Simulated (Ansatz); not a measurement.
## HfO₂: energy above lowest point against volume scale

Results calculated with Ansatz 0.2.0, not measured. Free energy against uniform scaling of the volume at fixed shape and fractions; periodic cell, basis, potentials, k mesh and filling as listed.

The cell before it is scaled or strained (space group Fm-3m, No. 225):
```
cell vectors (Å)
   0.0000     2.5575     2.5575
   2.5575     0.0000     2.5575
   2.5575     2.5575     0.0000
atoms (fractions of the cell vectors)
Hf  0.00000  0.00000  0.00000
O   0.25000  0.25000  0.25000
O   0.75000  0.75000  0.75000
```

Settings of every row: functional LDA; dispersion none; potentials PAW; wave cutoff 450 eV; density cutoff 1800 eV; k mesh 8x8x8; k shift 0x0x0; occupations fermi dirac; smearing width 0.1 eV; spin none.

Limits: no spin-orbit coupling, which can matter with elements this heavy.

| row | volume scale | V (Å³/atom) | energy above lowest point (meV/atom) |
| --- | --- | --- | --- |
| 1 | 0.88 | 9.814 | 32.5 |
| 2 | 0.92 | 10.26 | 0 |
| 3 | 0.96 | 10.706 | ? |
| 4 | 1 | 11.152 | 37.8 |
| 5 | 1.04 | 11.598 | 94.9 |
| 6 | 1.08 | 12.044 | 170.8 |
| 7 | 1.12 | 12.49 | 261.6 |

Question: what energy above lowest point should row 3 give?

Worked fit of energy above lowest point. Take u = (V_r/V)^(2/3) − 1 with V_r = 11.375 Å³ an atom, which is twice the finite (Eulerian) strain; such expansions in the strain, on which the Birch-Murnaghan equation of state is built, carry the rest volume and the bulk modulus. The shown rows have u = 0.10341, 0.0712, 0.01329, -0.01286, -0.03738, -0.06044. Least squares give energy above lowest point = 63.75 − 2191.4 × u + 18041.1 × u² + 2208 × u³ meV/atom; a parabola predicts inner rows, each left out in turn, worse (root mean square 0.38 against 0.065 meV/atom). All shown rows lie on it to the printed digit. Its lowest point lies at u = 0.0601, or V = 10.42 Å³ an atom, and the curvature there gives the bulk modulus at fixed shape and fractions, B = (4/9)(1 + u)² E″(u)/V = 283 GPa. The withheld row has u = 0.04124, so the fit gives 63.75 − 2191.4 × (0.04124) + 18041.1 × (0.04124)² + 2208 × (0.04124)³ = 4.2 meV/atom.

The calculation gave 4.1 meV/atom. The fit lies 0.1 meV/atom (0.038 % of the column's range) above it, one unit of the last digit.
